## Estimating g and χT of a tetragonally distorted 5d⁷ ion by hand

The g values of high-spin Pt³⁺ among six point charges follow, to within 0.18, from one mixing formula with one fitted constant. Two more calibrated numbers give the susceptibility to within about 6 % of the computed value. The rule works because spin-orbit coupling in this 5d ion is strong enough to make the lowest levels a J = 9/2 multiplet, which the field then splits. The reference is a CASSCF calculation with spin-orbit coupling. It describes a model ion: point charges lack covalency, which makes the field too weak at true ligand charges, and the active space lacks dynamic correlation. Both omissions favour high spin, whereas real octahedral Pt(III) is normally low-spin.

Pt³⁺ among six point charges of −1.7 e, four equatorial at 2.21 Å and two axial at 2.21 Å times the distortion. Computed with OpenMolcas 26.06: state-averaged CASSCF (seven electrons in 5d), spin-orbit state interaction (atomic mean field), DKH2, ANO-RCC-VDZP, point nucleus. The g values are those of the ground doublet; χT is the powder value by Van Vleck's formula.

```
distortion  first excitation (cm⁻¹)  smallest g  largest g  χT at 2 K (cm3 K/mol)  χT at 50 K (cm3 K/mol)  χT at 300 K (cm3 K/mol)
     0.980                      902        4.23       6.17                   2.32                    2.51                     3.50
     0.990                      885        4.57       5.54                   2.27                    2.48                     3.50
     1.060                      845        2.28       6.07                   2.47                    2.66                     3.61
     1.080                      851        1.91       6.20                   2.53                    2.71                     3.63
     1.160                      882        1.42       6.36                   2.60                    2.78                     3.66
```

The distortion s multiplies the distance of the two axial charges, so s < 1 is compression and s > 1 elongation. The equatorial charges stay where they are, and elongation therefore also weakens the total field. The first excitation Δ is the energy of the next level above the ground doublet, and χT is in cm³ K/mol.

### Putting the g values on their axes

The smallest and largest g are sorted values, and a tetragonal doublet has one g∥ along the axis and two equal g⊥. The susceptibility at 2 K decides which is which, since an isolated doublet has the Curie constant

C = (NμB²/3k)(g∥² + 2g⊥²)/4, with NμB²/3k = 0.12505 cm³ K/mol.

At s = 0.980 this gives 2.31 if the largest g is axial and 2.94 if the smallest is, against 2.32 in the table. The same test makes the largest g axial in both compressed rows and the smallest g axial in the three elongated ones. So sorted, g∥ falls steadily from 6.17 to 1.42 and g⊥ rises steadily from 4.23 to 6.36. The anisotropy passes from easy axis to easy plane, and symmetry makes g isotropic at s = 1.

### Why J = 9/2 is the starting point

The ground doublet has the double-group label E1/2 in every row, which hides a change of orbital term. Without spin-orbit coupling the same calculation has ⁴E lowest at s = 0.990 and ⁴A₂ lowest at s = 1.080, where ⁴E lies 926 cm⁻¹ higher. Spin-orbit coupling lowers the ground state by more than 9400 cm⁻¹ in every row, far more than this splitting. In these two rows five doublets lie below 3100 cm⁻¹ and the next lies above 10 600 cm⁻¹, which is the count expected of the ⁴F₉/₂ multiplet, with Landé factor gJ = 4/3.

A fourfold axis mixes mJ values that differ by four, so the ground state is a|1/2⟩ + b|9/2⟩ + c|−7/2⟩, and its partner has all mJ reversed. The diagonal element of Jz and the element of J₊ between the partners give

g∥ = gJ(a² + 9b² − 7c²), g⊥ = gJ(5a² + 6bc),

and, with a² + b² + c² = 1,

g∥ + 2g⊥ = gJ[11 − 2(b − 3c)²].

The cubic doublet has b = 3c and pure |1/2⟩ has b = c = 0, so both ends give 11gJ = 14.67. The table has 14.68 at s = 0.990 and sags to 14.14 at s = 1.160, which is 3.6 % below the ideal sum. The rule for a ⁴T₁ term with weak spin-orbit coupling gives a sum of 13 near the cube. The table lies 9 to 13 % above that, so the numbers favour the J = 9/2 picture with no fitted constant.

### The mixing rule

The simplest model keeps b = 3c throughout, which leaves two states, |1/2⟩ and (3|9/2⟩ + |−7/2⟩)/√10. With w = b² + c² the weight of the second,

g∥ = gJ(1 + 6.4w), g⊥ = gJ(5 − 3.2w).

The cubic fourth-rank Stevens operator has, in a common unit, diagonal elements −18 and −14 for these two states and an off-diagonal element −√140. For a two-level problem the weight depends only on y, half the diagonal difference over the coupling, which is 2/√140 = 0.169 in the cube. A distortion shifts the diagonal difference, taken here as linear in the strain:

y = 0.169 + k(s − 1), w = ½[1 − y/√(1 + y²)].

At s = 1 this gives w = 5/12 and g = 4.89 in all directions.

Electrostatics argues for positive k. The state mJ = 9/2 puts the two electrons beyond the half-filled shell into ml = 2 and 1, a charge cloud flattened towards the equatorial plane. Pushing the axial charges inwards favours this flat cloud, so w and g∥ grow. Axial charges that move out favour |1/2⟩, and g∥ falls towards gJ while g⊥ rises towards 5gJ. A least-squares fit to the ten values of g∥ and g⊥ in all five rows gives k = 16.4.

### From g to χT

Between 10 and 20 K the computed χT climbs by 0.0037 to 0.0043 cm³ K/mol per kelvin, and it stays nearly straight up to room temperature. Thermal population contributes little, since exp(−Δ/kT) is below 0.02 at 300 K in every row. The slope is Van Vleck paramagnetism, the mixing of excited levels into the ground doublet by the magnetic field. At 300 K the table falls only 0.04 to 0.05 below the straight line.

A sum rule estimates the slope. The whole multiplet carries the moment gJ²J(J + 1) = 44, worth 0.12505 × 44 = 5.50 cm³ K/mol, of which the ground doublet uses C. If the remainder connected only to a level at Δ, the slope would be 2k_B(5.50 − C)/Δ, with k_B = 0.695 cm⁻¹/K. Part of it connects to higher levels, so the slope should be smaller by a factor η, and

χT = C + η · 2k_B(5.50 − C)T/Δ.

The computed slope divided by this estimate, with each row's own g and Δ, lies between 0.79 and 0.84. The plain mean, η = 0.81, is adopted, together with the mean first excitation of 873 cm⁻¹.

### Two rows worked

Both rows took part in the fit of k and in the two means, so they show the arithmetic and are not independent tests. For slight compression, s = 0.990:

- y = 0.169 − 16.4 × 0.010 = 0.005, w = 0.498
- g∥ = (4/3)(1 + 6.4 × 0.498) = 5.58 (table 5.54), g⊥ = (4/3)(5 − 3.2 × 0.498) = 4.54 (table 4.57)
- C = 0.12505 × (31.1 + 41.2)/4 = 2.26
- slope = 0.81 × 2 × 0.695 × (5.50 − 2.26)/873 = 0.0042
- χT(2 K) = 2.27 (table 2.27), χT(300 K) = 2.26 + 1.26 = 3.52 (table 3.50)

For elongation, s = 1.080:

- y = 0.169 + 16.4 × 0.080 = 1.48, w = 0.085
- g∥ = 2.06 (table 1.91), g⊥ = 6.30 (table 6.20)
- C = 0.12505 × (4.25 + 79.43)/4 = 2.62 with unrounded g, slope = 0.0037
- χT(2 K) = 2.62 (table 2.53), χT(300 K) = 3.74 with all digits carried (table 3.63)

The Curie and Van Vleck terms are how the calculation itself obtains χT from its levels. Agreement in χT therefore tests the estimates of g, Δ and η, not those laws.

### Accuracy and range

The rms error of the ten g values is 0.11, some twenty times the rounding of the table, so the misfit is real. The rule overestimates g∥ in every row, by under 2 % of the computed value on compression and by 11 % at s = 1.160. It holds g⊥ within 3 %. Because C is dominated by g⊥² on elongation, that error roughly doubles in χT at 2 K, which is about 6 % too high in the last row.

The constant k is not constant: taken from g∥ of each row alone, it drifts from 15.2 at s = 0.980 to 29.5 at s = 1.160. The second-rank field of point charges varies as 1 − s⁻³, yet that form fits worse (rms 0.16). Linear strain is therefore a convenience that absorbs several errors, and k has no physical meaning of its own.

The weak step is b = 3c. The full 10 × 10 Stevens matrix of J = 9/2, with point-charge scaling and one ratio of second to fourth rank fitted to the same ten g values, frees b and c. Its rms error of 0.10 is hardly better, but its sum sags to 13.94 at s = 1.160, close to the table's 14.14. Release of the constraint can thus account for a sag of this size. The ground level is only about 90 % quartet in the two rows analysed, and doublet admixture should lower gJ as well, but its share has not been separated. The almost exact sum at s = 0.990 therefore probably owes something to cancelling errors.

The same constraint closes the range on the compressed side. As w → 1 the rule gives g∥ = 7.4gJ = 9.87, whereas strong compression should approach pure |9/2⟩ with g∥ = 12 and g⊥ = 0. The rule has been checked only from s = 0.98 to 1.16, at one charge and one equatorial distance.

### The gap must be calibrated

The mean of 873 cm⁻¹ serves every row within 3.3 %, but it does not follow one level. The first excited level is E1/2 at s = 0.990, with E3/2 only 15 cm⁻¹ higher, and E3/2 at s = 1.080. The dip and recovery of the column should not be read as one trend.

The pattern of the multiplet is right near the cube: the cubic operator puts the two excited quartets in the ratio 3.42, and the pair averages at s = 0.990 stand in the ratio 3.47. The scale is not. The spin-free quartets of that row imply 10Dq of about 6500 cm⁻¹, and first-order projection onto J = 9/2 then predicts a gap 1.93 times the computed one.

The variation with s is not reproduced either, since the Stevens matrix with a fitted scale misses the first excitation by +17 % to −30 % of the computed value. A plausible but untested contribution to the reduced scale is intermediate coupling, which moves the state towards a half-filled d₅/₂ shell, where the first-order field splitting vanishes. Mixing with higher multiplets such as ⁴F₇/₂ by the field, which a first-order estimate leaves out, is expected to reduce the gap too. The g values depend on ratios of field terms and survive, while the energies depend on the scale. The levels of two rows show part of the reason for the flat column: from s = 0.990 to s = 1.080 the lowest E3/2 level moves only from 900 to 851 cm⁻¹, while the first excited E1/2 level climbs from 885 to 1237 cm⁻¹. Why the E3/2 level keeps its distance from the ground doublet remains open.
